**Question.** V³⁺ has two electrons outside an argon-like core. Levels are labelled by configuration, term $^{2S+1}L$, total angular momentum $J$, parity and leading jj pair (not a unique label). Term purity is the weight of the named term and $g$ the Landé factor. Energies refer to 3d² ³F₂, with the core frozen (CI) or correlated, with Breit and QED added (CI+MBPT).

Levels of V³⁺ from B-spline many-body code 1 (no-pair Dirac), with two valence electrons outside a closed [Ne] 3s² 3p⁶ core and a finite nucleus of rms radius 3.6002 fm. CI uses the frozen-core Dirac-Hartree-Fock potential; CI+MBPT adds screened core-valence correlation, Breit and QED. Energies are relative to 3d² ³F₂.

| configuration | term | j | parity | jj | term purity | lande g | energy CI (cm⁻¹) | energy, CI+MBPT (cm⁻¹) |
| --- | --- | --- | --- | --- | --- | --- | --- | --- |
| 3d2 | 3F | 2 | even | 3/2,3/2 | 0.999 | 0.6662 | 0.0 | 0.0 |
| 3d2 | 3F | 3 | even | 3/2,5/2 | 1.00 | 1.083 | 291.9 | 317.8 |
| 3d2 | 3F | 4 | even | 5/2,5/2 | 1.00 | 1.250 | 669.7 | 719.7 |
| 3d2 | 1D | 2 | even | 5/2,5/2 | 0.984 | 1.007 | 11310.5 | 11460.0 |
| 3d2 | 3P | 0 | even | 3/2,3/2 | 1.00 | n/a | 14156.1 | 13609.1 |
| 3d2 | 3P | 1 | even | 3/2,5/2 | 1.00 | 1.501 | 14253.8 | 13721.1 |
| 3d2 | 3P | 2 | even | 5/2,5/2 | 0.985 | 1.494 | 14458.6 | 13936.4 |
| 3d2 | 1G | 4 | even | 3/2,5/2 | 1.00 | 1.000 | 18969.3 | 18467.0 |
| 3d2 | 1S | 0 | even | 5/2,5/2 | 1.00 | n/a | 41184.6 | 44624.5 |
| 3d4s | 3D | 1 | even | 3/2,1/2 | 1.00 | 0.4988 | 78146.3 | 96982.8 |
| 3d4s | 3D | 2 | even | 3/2,1/2 | 0.994 | 1.166 | 78356.8 | 97200.1 |
| 3d4s | 3D | 3 | even | 5/2,1/2 | 1.00 | 1.334 | 78732.6 | 97586.0 |
| 3d4s | 1D | 2 | even | 5/2,1/2 | 0.994 | 1.001 | 81950.5 | 101105.9 |
| 3d4p | 1D | 2 | odd | 5/2,3/2 | 0.970 | 0.9940 | 124593.7 | 145040.9 |
| 3d4p | 3D | 1 | odd | 3/2,1/2 | 0.996 | 0.5016 | 126109.1 | 146897.2 |
| 3d4p | 3D | 2 | odd | 5/2,1/2 | 0.961 | 1.152 | 126414.5 | 147211.0 |
| 3d4p | 3D | 3 | odd | 5/2,3/2 | 0.947 | 1.321 | 126821.8 | 147639.5 |
| 3d4p | 3F | 2 | odd | 3/2,1/2 | 0.946 | 0.6894 | 126978.0 | 148008.2 |
| 3d4p | 3F | 3 | odd | 3/2,3/2 | 0.950 | 1.096 | 127473.9 | 148528.7 |
| 3d4p | 3F | 4 | odd | 5/2,3/2 | 1.00 | 1.251 | 128152.4 | 149246.2 |
| 3d4p | 3P | 1 | odd | 3/2,3/2 | 0.986 | 1.493 | 131371.3 | 152463.9 |
| 3d4p | 3P | 0 | odd | 3/2,3/2 | 1.00 | n/a | 131395.8 | 152483.4 |
| 3d4p | 3P | 2 | odd | 5/2,3/2 | 0.995 | 1.499 | 131535.4 | 152607.0 |
| 3d4p | 1F | 3 | odd | 3/2,3/2 | 0.997 | 1.001 | 133057.4 | 154824.7 |
| 3d4p | 1P | 1 | odd | 5/2,3/2 | 0.984 | 1.005 | 134516.4 | 156612.2 |
| 3d4d | 1F | 3 | even | 3/2,5/2 | 0.973 | 1.004 | 194502.1 | 217267.7 |
| 3d4d | 3D | 1 | even | 3/2,3/2 | 0.946 | 0.5261 | 195381.8 | 218201.2 |
| 3d4d | 3D | 2 | even | 3/2,5/2 | 0.999 | 1.167 | 195567.6 | 218398.0 |
| 3d4d | 3D | 3 | even | 5/2,5/2 | 0.979 | 1.326 | 195808.9 | 218638.8 |
| 3d4d | 3G | 3 | even | 3/2,3/2 | 0.989 | 0.7527 | 196256.8 | 219100.3 |
| 3d4d | 1P | 1 | even | 5/2,5/2 | 0.939 | 0.9807 | 196829.1 | 219358.1 |
| 3d4d | 3G | 4 | even | 3/2,5/2 | 0.999 | 1.050 | 196518.9 | 219361.1 |
| 3d4d | 3G | 5 | even | 5/2,5/2 | 1.00 | 1.200 | 196877.6 | 219722.4 |
| 3d4d | 3S | 1 | even | 5/2,5/2 | 0.991 | 1.994 | 198833.6 | 221635.7 |
| 3d4d | 3F | 2 | even | 3/2,3/2 | 0.994 | 0.6681 | 203268.7 | 224184.8 |
| 3d4d | 3F | 3 | even | 5/2,3/2 | 0.998 | 1.083 | 203500.7 | 224421.4 |

The same calculation gives ionisation energies of 351,663 cm⁻¹ (CI) and 377,039 cm⁻¹ (CI+MBPT).

(a) Why do the excited configurations rise from CI to CI+MBPT, and why 3d4s least?
(b) Why does 3d4p ³P₁ lie below ³P₀?
(c) Is 3d² ¹S₀ where Slater theory puts it?

**Answer (a).** The zero of energy moves. The binding of the outer electron is $E_b = \mathrm{IE} - E$, so a level rises by the shift of the limit, 377,039 − 351,663 = 25,376 cm⁻¹, less its own gain in binding. With $(2J+1)$-weighted averages the gains are 25,475 for 3d², 6,452 for 3d4s, 4,291 for 3d4p and 2,532 cm⁻¹ for the ³G term of 3d4d. All four gain; 3d4s rises least, by 25,376 − 6,452 = 18,924 cm⁻¹ on average, because it keeps up best with the ground configuration.

The outer electron sees an ion of charge 4, so $E_b = 16R/n^{*2}$, with $R$ = 109,737 cm⁻¹ and $n^*$ the effective quantum number. Differentiating,

$$\Delta E_b \approx 32R\,|\Delta n^*|/n^{*3}.$$

The factor $n^{*-3}$ measures how often the electron visits the core region, where the polarisation attraction acts; $\Delta n^*$ measures the effect per visit. The table gives $\Delta n^*$ = −0.030, −0.027 and −0.027 for 4s, 4p and 4d. Take the 4s value, 0.0296, and predict 4d ($n^*$ = 3.365), a row not used: $32 \times 109{,}737 \times 0.0296/3.365^3 \approx 2{,}730$ cm⁻¹, 8 % above the computed gain. For 3d ($n^*$ = 2.264) the same step gives about 8,960, roughly a third of the computed gain; the actual $\Delta n^*$ is −0.080.

The failure has a standard reading. A 3d electron does not visit the core: it lives at the radius of the 3s and 3p shells, polarises them at close range, and has its repulsion from the other 3d electron screened by them. The columns show the total only, and Breit and QED are folded into it. Quantum-defect theory expects a steady $\Delta n^*$ only along a series of one $l$, so the near equality for 4s, 4p and 4d may be accidental, and the 4d estimate checks a size rather than the picture itself. The one pair that shares $l$, 3d and 4d, differs threefold, as expected if 3d is too compact for a picture of brief visits.

**Answer (b).** Purities of 0.939 to 1.00 justify LS labels. Within a triplet, $\zeta_d\,\mathbf l_d\cdot\mathbf s_1 + \zeta_p\,\mathbf l_p\cdot\mathbf s_2$ acts as $A\,\mathbf L\cdot\mathbf S$. Each spin carries half of $\mathbf S$, and the orbital shares of $\mathbf L$ are $[L(L+1) \pm 4]/[2L(L+1)]$, upper sign for d. For $L = 1$ they are $3/2$ and $-1/2$, since the p momentum points against the total. Hence

$$A(^3\mathrm P) = \tfrac34\zeta_d - \tfrac14\zeta_p .$$

A least-squares fit of six term energies and two $\zeta$ to all twelve 3d4p levels, these two included, gives $\zeta_d$ = 248 and $\zeta_p$ = 631 cm⁻¹ in CI+MBPT. Then $A$ = 186 − 158 = 28 cm⁻¹, which is the first-order interval ³P₁ − ³P₀. Spin-orbit coupling also mixes terms of equal $J$. ³P₀ has no partner in the configuration, whereas in second order ³P₁ is pushed down 59 cm⁻¹ by ¹P₁ above it and up 5 by ³D₁ below. The sum is −26; full diagonalisation gives −20.5 and the table −19.5 cm⁻¹. For ³D and ³F both shares are positive, $A$ is large, and the order is normal.

The fit has an rms residual of 3.9 cm⁻¹, well above the 0.05 rounding, so small interactions remain outside it. It was not shown the 3d4p $g$ values or purities and reproduces them to 0.003 and 0.007, which supports the mixing, though the calculation contains this same coupling.

**Answer (c).** With one radial function for both electrons and Racah parameters $A_0, B, C$: ³F $= A_0-8B$, ³P $= A_0+7B$, ¹D $= A_0-3B+2C$, ¹G $= A_0+4B+2C$, ¹S $= A_0+14B+7C$. Thus ³P − ¹D $= 10B-2C$, positive for $C < 5B$, and every fit here has $C/B$ below 4. A singlet under a triplet is ordinary; Hund's rules fix only the ground term.

The ratio (¹G − ¹D)/(³P − ³F) should be 7/15 = 0.467. Term energies freed of spin-orbit coupling (five terms and one $\zeta$ fitted to the nine levels) give 0.547 in CI and 0.521 in CI+MBPT, so configuration mixing matters already without ¹S. Adding $\alpha L(L+1)$ and solving exactly on the other four terms, which tests nothing there, predicts ¹S at about 43,200 cm⁻¹ above ³F in both columns. The calculation has 40,790 in CI and 44,200 in CI+MBPT: about 2,400 below the model, then about 970 above. The second deviation nearly vanishes without the $\alpha$ term (see the remarks), so only the shortfall in CI is firm.

A shortfall, as in CI, is what theory leads one to expect. An $L = 0$ singlet pair has the strongest repulsion and couples to every $nl^2$ pair, and these higher states push it down. The rise of 3,410 cm⁻¹ relative to ³F, while ³P and ¹G fall by 563 and 533, is not explained by the numbers. Two untested guesses: the perturbing configurations move away, and the valence pair blocks the core excitation 3p² → 3d², a loss of binding expected to be largest for ¹S.

**Remarks on the reasoning.** A least-squares fit of $A_0, B, C$ to all five terms leaves ¹S a residual of −3 cm⁻¹ in CI+MBPT, while ¹D and ¹G miss by −293 and +305. Holding ¹S out hardly changes this: least squares on the other four terms, without $\alpha$, predicts ¹S to about 40 cm⁻¹ in CI+MBPT, but about 4,000 cm⁻¹ too high in CI. So ¹S lies below the model in CI with or without $\alpha$, whereas its excess in CI+MBPT appears only with $\alpha$.

The 3d4d ³F levels rise by about 20,920 cm⁻¹ against 22,529 to 22,845 for the other 3d4d rows. The table is only the first part of a longer list and breaks off within 3d4d: ³F₄ and all of ³P, ¹D, ¹G and ¹S, the other terms with even $L+S$, are not shown. Among the terms shown ³F alone has even $L+S$, which gives it a 3d² partner to mix with and the opposite sign of monopole exchange; that either causes the smaller shift is untested. The order of 3d4d ¹P₁ and ³G₄, 3.0 cm⁻¹ apart and reversed by 310 in CI, is unresolved.

The ionisation energy lies 3.108 eV below the NIST value in CI and 0.038 eV above it in CI+MBPT. That supports the large 3d gain of (a), not single levels, for which no measured values are compared here. The data makers report from their tests on other systems, not from this run, that d levels of Ca, Ba and Ra came out 400 to 800 cm⁻¹ low and that Hg and Pb were good to 2 to 4 %. Those figures are a warning for configuration gaps, neither an error bar nor a correction for this ion.
